**Q.** I measure fine structure in neon ions, and I was shown this table of 2p levels of Ne²⁺ and Ne³⁺ in which the speed of light is multiplied by factors up to ten. What is being calculated, and what use is a false speed of light?

Ne²⁺ and Ne³⁺ as spherical all-electron atoms, computed with Quantum ESPRESSO ld1.x 7.5: Dirac Kohn-Sham, LDA (Slater exchange, Perdew-Zunger correlation), no spin polarisation, point nucleus. Open-shell electrons are shared between 2p1/2 and 2p3/2 in proportion to 2j+1. The speed of light is multiplied by the factor shown; factor 1 is the physical value.

```csv
species,Z,charge (e),electrons,configuration,factor on the speed of light,eigenvalue (2p1/2) (eV),eigenvalue (2p3/2) (eV),mean radius (2p1/2) (bohr),mean radius (2p3/2) (bohr),ε(2p3/2) − ε(2p1/2) (eV)
Ne2+,10,2,8,[He] 2s2 2p4,1.00,-55.024,-54.888,0.81022,0.81186,0.1360
Ne2+,10,2,8,[He] 2s2 2p4,3.00,-54.953,-54.938,0.81143,0.81162,0.0151
Ne2+,10,2,8,[He] 2s2 2p4,5.00,-54.947,-54.942,0.81153,0.81160,0.0054
Ne2+,10,2,8,[He] 2s2 2p4,10.00,-54.945,-54.943,0.81157,0.81159,0.0014
Ne3+,10,3,7,[He] 2s2 2p3,1.00,-80.725,-80.569,0.75312,0.75449,0.1551
Ne3+,10,3,7,[He] 2s2 2p3,3.00,-80.635,-80.617,0.75422,0.75437,0.0172
Ne3+,10,3,7,[He] 2s2 2p3,5.00,-80.627,-80.621,0.75431,0.75437,0.0062
Ne3+,10,3,7,[He] 2s2 2p3,10.00,-80.624,-80.623,0.75435,0.75436,0.0015
```

**A.** Each row is a Dirac Kohn-Sham atom in the LDA, spherical and without spin polarisation. The eigenvalues $\varepsilon$ are the one-electron levels 2p1/2 and 2p3/2, whose label is the total angular momentum $j = l \pm \tfrac12$ with $l = 1$, and the mean radius is $\langle r\rangle$ of each orbital. I will call the last column, $\varepsilon(2p_{3/2}) - \varepsilon(2p_{1/2})$, the gap $\Delta$, and the factor on the speed of light $f$. The 2p electrons are spread over the two levels in the ratio of their degeneracies $2j+1$, one third in 2p1/2 and two thirds in 2p3/2. All eight rows are thus averages over a configuration, and none is the ground term of its ion.

Only $f = 1$ describes neon. In atomic units the speed of light is $f/\alpha$, with $\alpha$ the fine-structure constant, while the Coulomb forces do not depend on $f$. Raising $f$ turns relativity down and leaves the rest of the atom alone. As $f \to \infty$ the Dirac equation becomes the Schrödinger equation and $j$ stops mattering. The Ne²⁺ levels at $f = 10$, −54.945 and −54.943 eV, bracket the −54.944 eV that the non-relativistic run gives for 2p.

**Q.** Why does the gap fall by a factor of nine between $f = 1$ and $f = 3$?

**A.** Eliminating the small component of the Dirac spinor and keeping the first order in $1/c^2$ leaves the Schrödinger equation with three corrections: the mass-velocity term, the Darwin term and the spin-orbit term. Only the last distinguishes the two values of $j$. For an electron with potential energy $V(r)$ it is

$$H_{so} = \frac{\alpha^2}{2f^2}\,\frac{1}{r}\frac{dV}{dr}\;\mathbf{l}\cdot\mathbf{s}.$$

The operator $\mathbf{l}\cdot\mathbf{s}$ has the value $\tfrac12[j(j+1) - l(l+1) - \tfrac34]$, which is $-1$ for 2p1/2 and $+\tfrac12$ for 2p3/2. With $\zeta$ the radial average of the prefactor, the levels move by $-\zeta$ and $+\zeta/2$, and

$$\Delta = \tfrac32\,\zeta = \frac{3\alpha^2}{4f^2}\left\langle \frac1r\frac{dV}{dr}\right\rangle .$$

The average is taken, to this order, over the non-relativistic orbital and potential, which do not depend on $f$, so $\Delta f^2$ is a constant of the ion. A straight line through $\ln\Delta$ against $\ln f$, using the four rows of an ion and weighting each by its gap because rounding hurts the small gaps most, has the slope −2.00 for both ions. This law is built into the equation that was solved. The agreement therefore says that neon at $f = 1$ is still in the first-order regime, and nothing about the accuracy of the gap itself.

**Q.** The rows at $f = 10$ do not seem to obey. I get $\Delta f^2 = 0.140$ eV for Ne²⁺ against 0.136, and 0.150 eV for Ne³⁺ against 0.155. Subtracting the printed eigenvalues is worse still.

**A.** Those departures, +2.9 % and −3.3 % of the $f = 1$ value, are rounding. The gap is printed to ±0.00005 eV, and multiplying by $f^2 = 100$ makes that ±0.005 eV. The opposite signs in the two ions point the same way, since a real higher-order term would bend both alike. The printed eigenvalues carry one digit fewer than the gap, which was formed before rounding, so subtracting them at $f = 10$ gives 0.002 and 0.001 eV in place of 0.0014 and 0.0015 eV.

For Ne²⁺ one coefficient, 0.1360 eV, reproduces all four gaps within rounding. For Ne³⁺ it just fails: the row at $f = 1$ needs a coefficient above 0.15505 eV, and the row at $f = 10$ needs one below 0.15500 eV. The one-electron limit sets the scale of the next order. For a bare $Z = 10$ nucleus the exact Dirac 2p splitting exceeds the first-order value by 0.33 %, so a strict $1/f^2$ law is not exact at this level in any case. A term of that relative size makes the coefficient at $f = 1$ about 0.0005 eV larger than at $f = 10$, which is the direction of the miss and ten times what is needed to close it. The same term fits inside the rounding of the Ne²⁺ rows, so the table shows the next order only at the edge of its last digit.

**Q.** Then the physics is in the coefficient. What sets 0.136 eV?

**A.** The one-electron limit again gives the starting point. For $V = -Z/r$ the average is $Z\langle r^{-3}\rangle$, and a hydrogenic 2p orbital has $\langle r^{-3}\rangle = Z^3/24$, so $\Delta = Z^4\alpha^2/32$ hartree. With $Z = 10$, $\alpha = 1/137.04$ and 27.21 eV per hartree this is 0.4528 eV, about three times the tabulated gaps. Screening accounts for the reduction, but the four powers of $Z$ are not screened alike. One power is the field that acts on the spin. Three powers describe how much of the orbital lies close to the nucleus.

The weight matters. The radial density of a 2p orbital of effective charge $Z^*$ goes as $r^4 e^{-Z^* r}$, and dividing by $r^3$ leaves $r\,e^{-Z^* r}$, which peaks at $r = 1/Z^*$. For $Z^*$ between 6 and 7 that is about 0.15 bohr, close to the mean radius of the 1s shell (0.16 bohr in Ne²⁺) and a fifth of the mean radius of 2p. The weight has a long tail, with its mean at $2/Z^*$, about 0.3 bohr, already outside most of the 1s shell. The splitting is thus generated where the nucleus is screened mainly by the two 1s electrons, and the field there is stronger than $Z^*$ suggests but weaker than that of the bare nucleus. A model without any fitted constant keeps $Z$ for the field and uses $Z^*$ for the orbital:

$$\Delta \approx \tfrac34\,\alpha^2\, Z\,\frac{Z^{*3}}{24} = 0.4528\ \text{eV}\times\left(\frac{Z^*}{10}\right)^3 .$$

For Ne²⁺, the hydrogenic relation $\langle r\rangle = 5/Z^*$ with the radius 0.8116 bohr of the weak-relativity limit gives $Z^* = 6.16$. Then $(0.616)^3 = 0.234$ and $\Delta \approx 0.234 \times 0.4528 = 0.106$ eV, which is 22 % below the tabulated 0.1360 eV. No gap entered this estimate. The same steps for Ne³⁺ give 0.132 eV, 15 % below the table.

A moment that looks further in does better. The non-relativistic Ne²⁺ run has $\langle 1/r\rangle = 1.6386$ bohr⁻¹ for 2p, and $\langle 1/r\rangle = Z^*/4$ gives $Z^* = 6.55$ and a gap of 0.1275 eV, 6 % below the table. Ne³⁺, with $\langle 1/r\rangle$ from its $f = 5$ run, comes out 3 % low. Part of this closeness is a cancellation. By Gauss's law the electrostatic field at radius $r$ comes from the net charge inside $r$, which is less than $Z$, so the bare $Z$ overstates the field. That the model is low all the same argues, leaving aside the exchange-correlation part of $V$, that the true orbital has more weight near the nucleus than a hydrogenic function of the same mean radius. An orbital in a screened potential should have that shape, since it sees a large charge inside and a small one outside.

**Q.** Ne³⁺ has the same nucleus. Why is its gap 14 % larger, and why only 14 % when the orbital has shrunk so much?

**A.** Removing a 2p electron removes repulsion, the remaining 2p orbital is drawn in, and more of it lies in the region that generates the splitting. The table shows both facts: the radius falls from 0.8116 to 0.7544 bohr, a ratio of 1.076, and the gap rises by the ratio 1.140. If the orbital shrank uniformly, $\langle r^{-3}\rangle$ would grow as the cube, by 1.245. The two ions imply a power of the radius near −1.8 in place of −3, a number that rests on two points and is no law.

The orbital does not shrink uniformly, and Gauss's law again argues why. The electron that was removed had most of its charge around 0.8 bohr. Outside that region its removal strengthens the field by a full unit of charge. Near 0.15 bohr hardly any of its charge lay inside, so the field there scarcely changes. The tail of the orbital is pulled in strongly, and the inner part keeps its shape and gains mainly in amplitude as the orbital is renormalised.

The effective charges follow this pattern. From Ne²⁺ to Ne³⁺, the charge taken from $\langle r\rangle$ rises by 0.47 and that from $\langle 1/r\rangle$ by 0.38. Inverting the model for the charge that reproduces the gap gives $10\,(0.1360/0.4528)^{1/3} = 6.70$ and $10\,(0.1551/0.4528)^{1/3} = 7.00$, a rise of 0.30. In both ions the charge is larger the further in the quantity probes, and its change on ionisation is smaller. These charges are descriptions of one orbital by different moments, and their values depend on the definition: forcing all four powers to be equal gives 7.40 and 7.65. The ordering holds either way. The same reasoning says that each further 2p electron removed from neon should widen the gap again, by less than the cube of the mean radius suggests, and that adding protons at fixed electron number widens it far faster, since both the field and the orbital respond.

**Q.** Relativity is said to bind electrons more tightly. Yet 2p3/2 lies higher at $f = 1$ than at $f = 10$ in both ions. How does that come about?

**A.** Two shifts add. First-order spin-orbit coupling moves the levels by $-\zeta$ and $+\zeta/2$ and leaves the weighted mean $\bar\varepsilon = \tfrac13\varepsilon_{1/2} + \tfrac23\varepsilon_{3/2}$ where it was, so any motion of the mean belongs to the scalar terms. In Ne²⁺ the two levels lie 0.0800 eV below and 0.0560 eV above the non-relativistic 2p level. The spin-orbit shares are −0.0907 and +0.0453 eV, and the mean has moved by +0.0106 eV. Most of the rise of 2p3/2 is therefore spin-orbit repulsion, and about a fifth is a rise common to both levels. With more digits from the same runs, the shift of 2p3/2 times $f^2$ is 0.056 eV at all four factors.

The sign of the common shift is the telling point. In a one-electron ion the first-order Dirac shift is proportional to $-[n/(j+\tfrac12) - \tfrac34]$. For $n = 2$ the brackets are $5/4$ and $1/4$ in units of the gap, so both levels fall and the mean falls by $(5/4 + 2\cdot 1/4)/3 = 7/12$ of the gap. This is the direct effect, the relativistic kinematics of the 2p electron itself. In Ne²⁺ the mean rises by 0.078 of the gap, so something of opposite sign has slightly more than cancelled it.

The standard name for that something is the indirect effect. The s orbitals reach the nucleus, feel relativity most and contract. In Ne²⁺ the same runs show the 1s and 2s radii shrinking by 0.165 % and 0.168 %, with the levels falling by 1.103 and 0.149 eV. A spherical shell of charge that contracts leaves the potential outside it unchanged and raises the repulsion inside it. A 2p electron shares its region with 2s (0.81 against 0.83 bohr) and lies mostly outside 1s, which argues that 2s does the larger part. The 2p shell itself also contracts slightly on average, as the radii discussed below show, and the closer crowding of its electrons adds to the rise. The contraction is a result of the calculation. That it causes the rise is the usual argument and has not been tested by separating the terms. If the hydrogenic ratio is taken as a crude measure, each of the two effects is of order 0.1 eV, and the shift of the mean is their small difference.

**Q.** Does the cancellation work the same way in Ne³⁺?

**A.** It is closer still. The mean at $f = 1$ can be formed from either printed eigenvalue together with the gap, and the two rounding intervals overlap only narrowly. Subtracting the mean at $f = 5$, known to more digits, and dividing by $1 - 1/25$ as the $1/f^2$ law requires gives a rise of about 0.002 eV, or 0.014 of the gap. My guess is that the direct lowering grows as the 2p orbital tightens, as the gap does, while the s shells and their screening change little. The direction suits the limit, since an ion stripped to a single electron must end at $-7/12$, but two ions cannot establish it. A small difference of this kind is also sensitive to the functional and to the neglected Breit interaction, so its size should not be carried over to the real ions.

**Q.** And the radii? 2p1/2 shrinks and 2p3/2 swells.

**A.** They split for the same reason as the levels. The spin-orbit term acts as an extra radial potential, attractive near the nucleus for $j = 1/2$ and repulsive, with half the strength, for $j = 3/2$. Least-squares lines $r_0 + b/f^2$ through the four rows give, for Ne²⁺, slopes $b$ of −0.00136 and +0.00027 bohr, and intercepts that agree with the non-relativistic radius 0.81159 bohr to the last digit or one unit of it. For Ne³⁺ the slopes are −0.00124 and +0.00013 bohr.

The weighted mean radius contracts in both ions, by about 0.0003 bohr, although the mean level rises. The two are compatible, because level and radius each hold a direct and an indirect part, and these need not cancel to the same degree. The extra repulsion is largest near the nucleus and fades outward, so it pushes the orbital out as well as raising it. On this argument it slightly outweighs the direct lowering of the level but undoes only part of the direct contraction. The one-electron limit again differs. There the 2p3/2 radius is $(2\gamma + 1)/Z$ with $\gamma = \sqrt{4 - Z^2\alpha^2}$, which is smaller than $5/Z$, so the scalar contraction outweighs the spin-orbit push. In the table the outward push wins in both ions, which fits the indirect effect adding its push to that of spin-orbit coupling. It wins by less in Ne³⁺, the ion nearer to the limit.

Relative to the radius, the split drops from 0.202 % to 0.182 % on ionisation while the gap grows. Perturbation theory makes the change of an orbital the ratio of the perturbation to an excitation energy, and Ne³⁺ is bound more stiffly. The ratio $\Delta/|\varepsilon|$ falls from 0.248 % to 0.193 %, the same direction but a steeper drop, so it is only a rough guide.

**Q.** Can I compare 0.136 and 0.155 eV with my fine-structure intervals?

**A.** Not directly, since these are orbital splittings in a configuration average. The link runs through $\zeta = 2\Delta/3$, which is 0.0907 eV for Ne²⁺. In LS coupling the ³P term of $p^4$ has the constant $A = -\zeta/2$, and the Landé rule $E(J) - E(J-1) = AJ$ puts $J = 2$ lowest, $J = 1$ higher by $\zeta$ and $J = 0$ by a further $\zeta/2$. The whole spread is $3\zeta/2$, equal to the gap. A rough recalled value for the measured spread in Ne²⁺ is 0.11 eV, below the table's figure. The calculation has no Breit terms, and their spin-other-orbit part is known to reduce such splittings in light atoms, so the functional should not be blamed first. For Ne³⁺ the ground term is ⁴S, with no orbital angular momentum and no first-order splitting, and 0.1551 eV corresponds to no interval of it. The whole-number occupations of that ion, one electron in 2p1/2 and two in 2p3/2, result from the $2j+1$ shares and do not signal jj coupling.

**Q.** The eigenvalue of Ne²⁺ is about −55 eV, far from its ionisation energy. Do shifts of such a number mean anything?

**A.** The ionisation energy of Ne²⁺ from total energies in the same calculation is 67.52 eV, which is 12.64 eV more than $-\varepsilon(2p_{3/2})$. Janak's theorem makes the eigenvalue the derivative of the energy with respect to occupation, so the ionisation energy is $-\bar\varepsilon$ integrated from $p^4$ to $p^3$. The average of the end points is $(54.933 + 80.621)/2 = 67.78$ eV, within 0.4 % of the total-energy value. The relativistic shifts obey the same rule. The average of the two rises of the mean level is $(0.0106 + 0.0022)/2 = 0.0064$ eV, and the Dirac ionisation energy lies 0.0067 eV below the non-relativistic one. This supports, by a separate route, the small positive shift found for Ne³⁺.

Against the measured ionisation energy recorded with the Ne²⁺ run, the computed one is 4.10 eV too high, and relativity at 0.007 eV has no part in that. The runs lack spin polarisation, and exchange among parallel spins stabilises the half-filled $p^3$ shell more than $p^4$. A configuration average therefore overstates the cost of going from the ³P to the ⁴S ground term, which gives the error its sign.
